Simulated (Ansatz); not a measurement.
## TiRe: pressure against volume per atom

All results are calculated (Ansatz 0.2.0). Periodic Kohn-Sham DFT of a crystal at fixed atoms; pressure and stress are positive in compression; the energy is the free energy less that of spherical unpolarised free atoms; site moments are those in the method's own spheres, positive along +z.

Cell of the first row (space group Pm-3m, No. 221):
```
CELL_PARAMETERS angstrom
3.05430 0.00000 0.00000
0.00000 3.05430 0.00000
0.00000 0.00000 3.05430
ATOMIC_POSITIONS crystal
Ti 0.50000 0.50000 0.50000
Re 0.00000 0.00000 0.00000
```

Settings of every row: method frozen-core PAW; functional PBEsol; relativity scalar; k mesh 13x13x13; filling fermi-dirac; smearing width 0.05 eV; wave cutoff 420 eV; paw set soft_2.

Atom start moment: 0 on all atoms.

Limits: PAW files made with PBE; no spin-orbit coupling on heavy atoms.

| row | volume per atom (Å³) | pressure (GPa) |
| --- | --- | --- |
| 1 | 14.247 | ? |
| 2 | 14.55 | 1.687 |
| 3 | 14.853 | -3.294 |
| 4 | 15.005 | -5.59 |
| 5 | 15.156 | -7.765 |
| 6 | 15.308 | -9.827 |
| 7 | 15.46 | -11.782 |
| 8 | 15.763 | -15.395 |
| 9 | 16.066 | -18.643 |

Question: what pressure should row 1 give?

Worked fit of pressure. Take u = (V_r/V)^(2/3) − 1 with V_r = 15.232 Å³ an atom, which is twice the finite (Eulerian) strain; such expansions in the strain, on which the Birch-Murnaghan equation of state is built, carry the rest volume and the bulk modulus. The shown rows have u = 0.03101, 0.01694, 0.01006, 0.00334, -0.00331, -0.00986, -0.02259, -0.03491. Least squares give pressure = −8.807 + 310.52 × u + 863.89 × u² + 1145 × u³ GPa; a parabola predicts inner rows, each left out in turn, worse (root mean square 0.011 against 0.0047 GPa). The rows lie off it by 0.000, -0.001, 0.005, -0.005, -0.002, 0.004, -0.001, 0.000 (root mean square 0.003 GPa). The pressure vanishes at u = 0.0264, or V = 14.65 Å³ an atom, and there the bulk modulus at fixed shape and fractions is B = −V dP/dV = (2/3)(1 + u) dP/du = 245 GPa. The withheld row has u = 0.04558, so the fit gives −8.807 + 310.52 × (0.04558) + 863.89 × (0.04558)² + 1145 × (0.04558)³ = 7.250 GPa.

The calculation gave 7.235 GPa. The fit lies 0.015 GPa (0.058 % of the column's range) above it; its largest miss of a shown row is 0.005 GPa. This row lies beyond the range of the fit.
